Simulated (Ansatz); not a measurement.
# Cu: the change of energy above lowest point with volume scale

Results calculated with Ansatz 0.2.0, not measured. Free energy against uniform scaling of the volume at fixed shape and fractions; periodic cell, basis, potentials, k mesh and filling as listed.

The cell before it is scaled or strained (space group I4/mmm, No. 139):
```
CELL_PARAMETERS angstrom
-1.44280 1.44280 1.37610
1.44280 -1.44280 1.37610
1.44280 1.44280 -1.37610
ATOMIC_POSITIONS crystal
Cu 0.00000 0.00000 0.00000
```

Settings of every row: functional PBEsol; dispersion none; potentials PAW; wave cutoff 517.02 eV; density cutoff 2068.1 eV; k mesh 14x14x14; k shift 0x0x0; occupations fermi dirac; smearing width 0.05 eV; spin none.

Limits: coarse k mesh, up to 40 meV an atom off; the cell comes from a prototype or a list of computed structures and needn't be the stable phase.

| row | volume scale | V (Å³/atom) | energy above lowest point (meV/atom) |
| --- | --- | --- | --- |
| 1 | 0.92 | 10.542 | 34.4 |
| 2 | 0.9467 | 10.848 | 12.4 |
| 3 | 0.9733 | 11.152 | ? |
| 4 | 1 | 11.458 | 0 |
| 5 | 1.0267 | 11.764 | 6.6 |
| 6 | 1.0533 | 12.069 | 20.1 |
| 7 | 1.08 | 12.375 | 39.5 |

Question: what energy above lowest point should row 3 give?

Worked fit of energy above lowest point. Take u = (V_r/V)^(2/3) − 1 with V_r = 11.611 Å³ an atom, which is twice the finite (Eulerian) strain; such expansions in the strain, on which the Birch-Murnaghan equation of state is built, carry the rest volume and the bulk modulus. The shown rows have u = 0.06651, 0.04636, 0.00888, -0.00869, -0.02546, -0.04159. Least squares give energy above lowest point = 2.37 − 378.6 × u + 12584 × u² + 5235 × u³ meV/atom; a parabola predicts inner rows, each left out in turn, worse (root mean square 0.25 against 0.027 meV/atom). All shown rows lie on it to the printed digit. Its lowest point lies at u = 0.0149, or V = 11.36 Å³ an atom, and the curvature there gives the bulk modulus at fixed shape and fractions, B = (4/9)(1 + u)² E″(u)/V = 166 GPa. Letting shape and atoms relax would as a rule lower it, by much in layered, chain or molecular crystals. The withheld row has u = 0.02725, so the fit gives 2.37 − 378.6 × (0.02725) + 12584 × (0.02725)² + 5235 × (0.02725)³ = 1.5 meV/atom.

The calculation gave 1.4 meV/atom. The fit lies 0.1 meV/atom (7.1 % of the value, 0.25 % of the column's range) above it, one unit of the last digit.
